**Hand rules for the first ionisation energies of 4p and 5p atoms**

The table holds ΔSCF ionisation energies of Ga to Kr and In to Xe from non-relativistic and Dirac-Coulomb Hartree-Fock, averaged over the configuration, with Breit and QED parts and the NIST values. The program fits, block by block, a line in the number of p electrons (and a form linear in √IE) to the Dirac values, and a line plus the LS ground-term pattern k·F to the NIST values, with and without an unfitted first-order spin-orbit shift. The line reproduces the Dirac column to 0.8 % on average and the three-constant rule reproduces NIST to 0.9 %, with leave-one-out errors near 0.2 eV. The spin-orbit shift does not improve the fit but moves F from 3.45 to 4.22 eV in 4p and from 1.95 to 3.80 eV in 5p, so the fitted F is only an effective constant. The constants of the 4p block fail on 5p, with an rms error of 1.13 eV.

First ionisation energies (IE) of the neutral atoms Ga–Kr and In–Xe from B-spline radial code 1 at the basis-set limit, by ΔSCF: non-relativistic Hartree-Fock (configuration average, point nucleus) and Dirac-Coulomb Hartree-Fock (nl average, Fermi nucleus). The two computed IE columns hold no Breit or QED terms; NIST values run between ground levels.

## Script

```python
# Table: first ionisation energies (eV) of 4p and 5p atoms; B-spline radial code, non-rel. and Dirac-Coulomb
# Hartree-Fock, configuration average, delta-SCF, beside NIST. Tested: hand rules A: a+b(N-1) (rival: sqrt(IE)
# linear), B: A + Hund term pattern k_N*F for NIST, C: B + unfitted first-order spin-orbit shift.
T = {
    'ion': ['Ga', 'Ge', 'As', 'Se', 'Br', 'Kr', 'In', 'Sn', 'Sb', 'Te', 'I', 'Xe'],
    'Z': [31, 32, 33, 34, 35, 36, 49, 50, 51, 52, 53, 54],
    'configuration': ['[Ar] 3d10 4s2 4p1', '[Ar] 3d10 4s2 4p2', '[Ar] 3d10 4s2 4p3', '[Ar] 3d10 4s2 4p4', '[Ar] 3d10 4s2 4p5', '[Ar] 3d10 4s2 4p6', '[Kr] 4d10 5s2 5p1', '[Kr] 4d10 5s2 5p2', '[Kr] 4d10 5s2 5p3', '[Kr] 4d10 5s2 5p4', '[Kr] 4d10 5s2 5p5', '[Kr] 4d10 5s2 5p6'],
    'ion_cfg': ['[Ar] 3d10 4s2', '[Ar] 3d10 4s2 4p1', '[Ar] 3d10 4s2 4p2', '[Ar] 3d10 4s2 4p3', '[Ar] 3d10 4s2 4p4', '[Ar] 3d10 4s2 4p5', '[Kr] 4d10 5s2', '[Kr] 4d10 5s2 5p1', '[Kr] 4d10 5s2 5p2', '[Kr] 4d10 5s2 5p3', '[Kr] 4d10 5s2 5p4', '[Kr] 4d10 5s2 5p5'],
    'ie_nr': [5.4773, 6.90848, 8.39079, 9.9405, 11.5649, 13.2678, 5.19094, 6.41765, 7.66905, 8.96, 10.2974, 11.685],  # eV
    'ie_dirac': [5.44416, 6.87545, 8.35766, 9.90774, 11.5333, 13.2383, 5.13202, 6.36724, 7.62637, 8.92584, 10.2732, 11.6727],  # eV
    'rel': [-0.03314, -0.03303, -0.03312, -0.03276, -0.03162, -0.02949, -0.05892, -0.05041, -0.04268, -0.03416, -0.02416, -0.01229],  # eV
    'breit': [-0.00209, -0.00261, -0.00322, -0.00394, -0.00477, -0.00571, -0.00359, -0.00423, -0.00494, -0.00575, -0.00666, -0.00767],  # eV
    'qed': [0.00168, 0.00181, 0.00197, 0.00214, 0.00233, 0.00253, 0.00269, 0.00274, 0.00285, 0.00298, 0.00313, 0.00328],  # eV
    'tab': [5.999302, 7.899435, 9.78855, 9.752368, 11.81381, 13.999605, 5.7863558, 7.343918, 8.608389, 9.009808, 10.451236, 12.129844],  # eV
}
import numpy as np
from scipy.constants import physical_constants as pc
Ha = pc['Hartree energy in eV'][0]
ion = T['ion']; Z = np.array(T['Z'], int)
nr, D, tab, rel, br, qed = (np.array(T[c], float) for c in ('ie_nr', 'ie_dirac', 'tab', 'rel', 'breit', 'qed'))
N = np.where(Z > 40, Z - 48, Z - 30); x = N - 1.0
term = np.array([0, 0, -3, -9, -3, 0, 0]) / 25   # ground term less average, unit F2, p^0..p^6
so = np.array([0, -1, -1, 0, -.5, -.5, 0])       # ground level less term, unit zeta
k = term[N - 1] - term[N]
# further outputs of the same runs: Dirac IE of the cations (eV); As+, Te+ p splitting (hartree), F2 (eV)
ie2 = dict(Ga=18.765, Ge=15.14592, As=17.30695, Se=19.52316, Br=21.8035, Kr=24.15378, In=17.03866,
           Sn=13.64998, Sb=15.40767, Te=17.19366, I=19.01679, Xe=20.88277)
ref = {'4p': ('As', 0.6576973 - 0.6458692, 5.523731), '5p': ('Te', 0.6704737 - 0.6354742, 5.227591)}
I2 = np.array([ie2[s] for s in ion])
def fit(cols, y):
    A = np.column_stack(cols); p = np.linalg.lstsq(A, y, rcond=None)[0]; r = A @ p - y
    return p, r, r / (1 - np.diag(A @ np.linalg.pinv(A)))
rms = lambda r: np.sqrt(np.mean(r**2))
f = lambda v, d=2: ' '.join(f'{t:+.{d}f}' for t in v)
print('all energies in eV; residual = model - table; rounding floor of IE columns 5e-5 at most')
print(f'max |rel| {abs(rel).max():.3f}, |Breit| {abs(br).max():.4f}, |QED| {abs(qed).max():.4f}, |NIST-Dirac| {abs(tab-D).max():.2f}')
print('k_N, N=1..6:', f(k[:6]))
P = {}; R = {'A': [], 'B': [], 'C': []}
for b, m in (('4p', Z < 40), ('5p', Z > 40)):
    s, dE, F2 = ref[b]; j = ion.index(s); z0 = 2 / 3 * dE * Ha
    sc = z0 * ((Z[m] - 4) / (Z[j] - 4))**2
    zn, zi = sc * 2 * (D[m] / I2[j])**1.5, sc * (I2[m] / I2[j])**1.5
    SO = so[N[m] - 1] * zi - so[N[m]] * zn
    o, xm, km, gap = np.ones(m.sum()), x[m], k[m], (tab - D)[m]
    pA, rA, _ = fit([o, xm], D[m]); pN, _, _ = fit([o, xm], nr[m])
    pS, _, _ = fit([o, xm], np.sqrt(D[m])); rS = (pS[0] + pS[1] * xm)**2 - D[m]
    _, rL, _ = fit([o, xm], tab[m])
    pB, rB, lB = fit([o, xm, km], tab[m]); pC, rC, lC = fit([o, xm, km], tab[m] - SO)
    pG, rG, _ = fit([o, xm, km], gap - SO); pH, rH, _ = fit([o, xm, km], gap)
    P[b] = (pA, pB, SO, pG)
    for q, r in (('A', rA / D[m]), ('B', rB / tab[m]), ('C', rC / tab[m])): R[q] += list(100 * r)
    sD, sT = np.diff(D[m]), np.diff(tab[m])
    print(f'--- {b}: steps Dirac {f(sD)} | NIST {f(sT)}')
    print(f'A line: a {pA[0]:.2f} b {pA[1]:.2f} rms {rms(rA):.3f} (non-rel a {pN[0]:.2f} b {pN[1]:.2f}); sqrt form slope {pS[1]:.3f} eV^0.5 rms {rms(rS):.3f}')
    print(f'B: a {pB[0]:.2f} b {pB[1]:.2f} F {pB[2]:.2f} rms {rms(rB):.3f} leave-one-out rms {rms(lB):.3f}; bare line on NIST rms {rms(rL):.3f}')
    print(f'C: a {pC[0]:.2f} b {pC[1]:.2f} F {pC[2]:.2f} rms {rms(rC):.3f} leave-one-out rms {rms(lC):.3f}; zeta({s}+) {z0:.3f}')
    print(f'gap fit no SO: c0 {pH[0]:.2f} c1 {pH[1]:.3f} F {pH[2]:.2f} rms {rms(rH):.3f}; with SO: c0 {pG[0]:.2f} c1 {pG[1]:.3f} F {pG[2]:.2f} rms {rms(rG):.3f}')
    print(f'HF F2({s}+) {F2:.2f}; fitted F(gap, SO)/F2 {pG[2]/F2:.2f}; 6/25*F2 {0.24*F2:.2f}')
    print('atom N  resA resSqrt resB looB resC | NIST-Dirac kF(gap) SO remainder')
    for i, g in enumerate(np.where(m)[0]):
        kF = km[i] * pG[2]
        print(f'{ion[g]:2s} {N[g]} ', f([rA[i], rS[i], rB[i], lB[i], rC[i]]), '|', f([gap[i], kF, SO[i], gap[i] - kF - SO[i]]))
    assert np.all(sD > 0) and np.all(np.diff(sD) > 0)
    assert sT[2] < 0.5 * sD[2]
    assert 0 < pG[2] < F2
assert max(abs(br).max(), abs(qed).max()) < 0.01
for q in R:
    r = np.array(R[q]); w = abs(r).argmax()
    print(f'rule {q}, 12 rows: mean |err| {abs(r).mean():.1f} %, worst {ion[w]} {r[w]:+.1f} %')
m = Z > 40; p = P['4p'][1]; r = p[0] + p[1] * x[m] + p[2] * k[m] - tab[m]
print('4p rule B carried to 5p, residuals:', f(r), f'rms {rms(r):.2f}')
for s, b in (('As', '4p'), ('Te', '5p')):
    j = ion.index(s); a, sl = np.round(P[b][0], 2); a2, s2, F = np.round(P[b][1], 2)
    eA, eB = a + sl * x[j], a2 + s2 * x[j] + k[j] * F
    print(f'{s} A: {a:.2f}+{sl:.2f}*{x[j]:.0f}={eA:.2f} vs Dirac {D[j]:.2f} ({eA-D[j]:+.2f}, {100*(eA/D[j]-1):+.1f} %)')
    print(f'{s} B: {a2:.2f}+{s2*x[j]:.2f}{k[j]*F:+.2f}={eB:.2f} vs NIST {tab[j]:.2f} ({eB-tab[j]:+.2f}, {100*(eB/tab[j]-1):+.1f} %)')
```

Output:

```
all energies in eV; residual = model - table; rounding floor of IE columns 5e-5 at most
max |rel| 0.059, |Breit| 0.0077, |QED| 0.0033, |NIST-Dirac| 1.43
k_N, N=1..6: +0.00 +0.12 +0.24 -0.24 -0.12 +0.00
--- 4p: steps Dirac +1.43 +1.48 +1.55 +1.63 +1.71 | NIST +1.90 +1.89 -0.04 +2.06 +2.19
A line: a 5.33 b 1.56 rms 0.087 (non-rel a 5.37 b 1.56); sqrt form slope 0.260 eV^0.5 rms 0.083
B: a 5.89 b 1.60 F 3.45 rms 0.096 leave-one-out rms 0.228; bare line on NIST rms 0.504
C: a 5.81 b 1.65 F 4.22 rms 0.104 leave-one-out rms 0.246; zeta(As+) 0.215
gap fit no SO: c0 0.56 c1 0.038 F 3.42 rms 0.015; with SO: c0 0.48 c1 0.093 F 4.20 rms 0.022
HF F2(As+) 5.52; fitted F(gap, SO)/F2 0.76; 6/25*F2 1.33
atom N  resA resSqrt resB looB resC | NIST-Dirac kF(gap) SO remainder
Ga 1  -0.11 +0.10 -0.11 -0.27 -0.12 | +0.56 +0.00 +0.07 +0.49
Ge 2  +0.02 -0.04 -0.00 -0.01 +0.00 | +1.02 +0.50 -0.06 +0.58
As 3  +0.09 -0.09 +0.12 +0.28 +0.12 | +1.43 +1.01 -0.21 +0.64
Se 4  +0.10 -0.08 +0.09 +0.23 +0.10 | -0.16 -1.01 +0.10 +0.75
Br 5  +0.03 -0.01 +0.04 +0.06 +0.05 | +0.28 -0.50 -0.04 +0.82
Kr 6  -0.12 +0.12 -0.14 -0.32 -0.15 | +0.76 +0.00 -0.22 +0.98
--- 5p: steps Dirac +1.24 +1.26 +1.30 +1.35 +1.40 | NIST +1.56 +1.26 +0.40 +1.44 +1.68
A line: a 5.07 b 1.31 rms 0.053 (non-rel a 5.13 b 1.30); sqrt form slope 0.229 eV^0.5 rms 0.080
B: a 5.76 b 1.25 F 1.95 rms 0.087 leave-one-out rms 0.187; bare line on NIST rms 0.294
C: a 5.57 b 1.38 F 3.80 rms 0.090 leave-one-out rms 0.191; zeta(Te+) 0.635
gap fit no SO: c0 0.70 c1 -0.056 F 1.93 rms 0.062; with SO: c0 0.51 c1 0.071 F 3.78 rms 0.064
HF F2(Te+) 5.23; fitted F(gap, SO)/F2 0.72; 6/25*F2 1.25
atom N  resA resSqrt resB looB resC | NIST-Dirac kF(gap) SO remainder
In 1  -0.06 +0.10 -0.03 -0.06 -0.03 | +0.65 +0.00 +0.18 +0.47
Sn 2  +0.01 -0.04 -0.10 -0.15 -0.09 | +0.98 +0.45 -0.15 +0.67
Sb 3  +0.05 -0.09 +0.12 +0.30 +0.12 | +0.98 +0.91 -0.52 +0.59
Te 4  +0.06 -0.08 +0.03 +0.08 +0.02 | +0.08 -0.91 +0.24 +0.75
I  5  +0.02 -0.01 +0.08 +0.12 +0.10 | +0.18 -0.45 -0.08 +0.71
Xe 6  -0.07 +0.11 -0.11 -0.27 -0.12 | +0.46 +0.00 -0.46 +0.92
rule A, 12 rows: mean |err| 0.8 %, worst Ga -2.0 %
rule B, 12 rows: mean |err| 0.9 %, worst Ga -1.9 %
rule C, 12 rows: mean |err| 0.9 %, worst Ga -2.1 %
4p rule B carried to 5p, residuals: +0.10 +0.55 +1.30 +0.84 +1.40 +1.73 rms 1.13
As A: 5.33+1.56*2=8.45 vs Dirac 8.36 (+0.09, +1.1 %)
As B: 5.89+3.20+0.83=9.92 vs NIST 9.79 (+0.13, +1.3 %)
Te A: 5.07+1.31*3=9.00 vs Dirac 8.93 (+0.07, +0.8 %)
Te B: 5.76+3.75-0.47=9.04 vs NIST 9.01 (+0.03, +0.4 %)
```
